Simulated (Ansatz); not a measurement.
YB: the change of energy above relaxed cell and pressure with volume per atom

All results are calculated (Ansatz 0.2.0). Plane-wave density functional theory, PAW datasets, Gaussian smearing 0.05 eV: one cell in which all forces lie under 0.002 eV/angstrom; stress (xx yy zz yz xz xy) and pressure positive in compression; site moments are of spin alone; formation energy from the elements run alike, uncorrected.

Cell of the first row (space group Fm-3m, No. 225):
```
CELL_PARAMETERS angstrom
0.00000 2.61130 2.61130
2.61130 0.00000 2.61130
2.61130 2.61130 0.00000
ATOMIC_POSITIONS crystal
Y 0.50000 0.50000 0.50000
B 0.00000 0.00000 0.00000
```

Settings of every row: paw set soft_2; functional PBEsol; spin treatment none; moment partition spheres; spin axis none; wave cutoff 420 eV; k mesh 10x10x10; SCF start atoms; lower state search light; symmetry use detected.

Atom first moment, atom hubbard u: 0 on all atoms.

Limits: the cell comes from a prototype or a list of computed structures and needn't be the stable phase.

| row | volume per atom (Å³) | energy above relaxed cell (meV per atom) | pressure (GPa) | formation energy (eV per atom) |
| --- | --- | --- | --- | --- |
| 1 | 17.806 | 9.17 | 4.099 | 0.3267 |
| 2 | 18.177 | 2.23 | 1.951 | 0.3198 |
| 3 | 18.375 | ? | ? | ? |
| 4 | 18.484 | 0.07 | 0.325 | 0.3176 |
| 5 | 18.548 | 0 | -0.001 | 0.3176 |
| 6 | 18.919 | 2.09 | -1.777 | 0.3197 |
| 7 | 19.29 | 8.09 | -3.392 | 0.3257 |

Question: what energy above relaxed cell and pressure should row 3 give?

Worked fit of energy above relaxed cell. Take u = (V_r/V)^(2/3) − 1 with V_r = 18.516 Å³ an atom, which is twice the finite (Eulerian) strain; such expansions in the strain, on which the Birch-Murnaghan equation of state is built, carry the rest volume and the bulk modulus. The shown rows have u = 0.02641, 0.01239, 0.00115, -0.00115, -0.01425, -0.02693. Least squares give energy above relaxed cell = 0.022 + 26.79 × u + 12111 × u² meV per atom; a straight line predicts inner rows, each left out in turn, worse (root mean square 3.3 against 0.015 meV per atom). The rows lie off it by -0.01, 0.02, 0.00, -0.01, -0.01, 0.01. Its lowest point lies at u = -0.0011, or V = 18.55 Å³ an atom, and the curvature there gives the bulk modulus at fixed shape and fractions, B = (4/9)(1 + u)² E″(u)/V = 92.8 GPa. The withheld row has u = 0.00511, so the fit gives 0.022 + 26.79 × (0.00511) + 12111 × (0.00511)² = 0.48 meV per atom.

The calculation gave 0.49 meV per atom. The fit lies 0.01 meV per atom (2 % of the value, 0.11 % of the column's range) below it, one unit of the last digit.

Worked fit of pressure. Take u = (V_r/V)^(2/3) − 1 with V_r = 18.516 Å³ an atom, which is twice the finite (Eulerian) strain; such expansions in the strain, on which the Birch-Murnaghan equation of state is built, carry the rest volume and the bulk modulus. The shown rows have u = 0.02641, 0.01239, 0.00115, -0.00115, -0.01425, -0.02693. Least squares give pressure = 0.1611 + 140.595 × u + 321.7 × u² GPa; a straight line predicts inner rows, each left out in turn, worse (root mean square 0.089 against 0.0018 GPa). The rows lie off it by 0.000, -0.001, 0.002, -0.001, 0.000, 0.000. The pressure vanishes at u = -0.0011, or V = 18.55 Å³ an atom, and there the bulk modulus at fixed shape and fractions is B = −V dP/dV = (2/3)(1 + u) dP/du = 93.1 GPa. The withheld row has u = 0.00511, so the fit gives 0.1611 + 140.595 × (0.00511) + 321.7 × (0.00511)² = 0.888 GPa.

The calculation gave 0.887 GPa. The fit lies 0.001 GPa (0.013 % of the column's range) above it, one unit of the last digit.

The other values of row 3: formation energy 0.318 eV per atom.
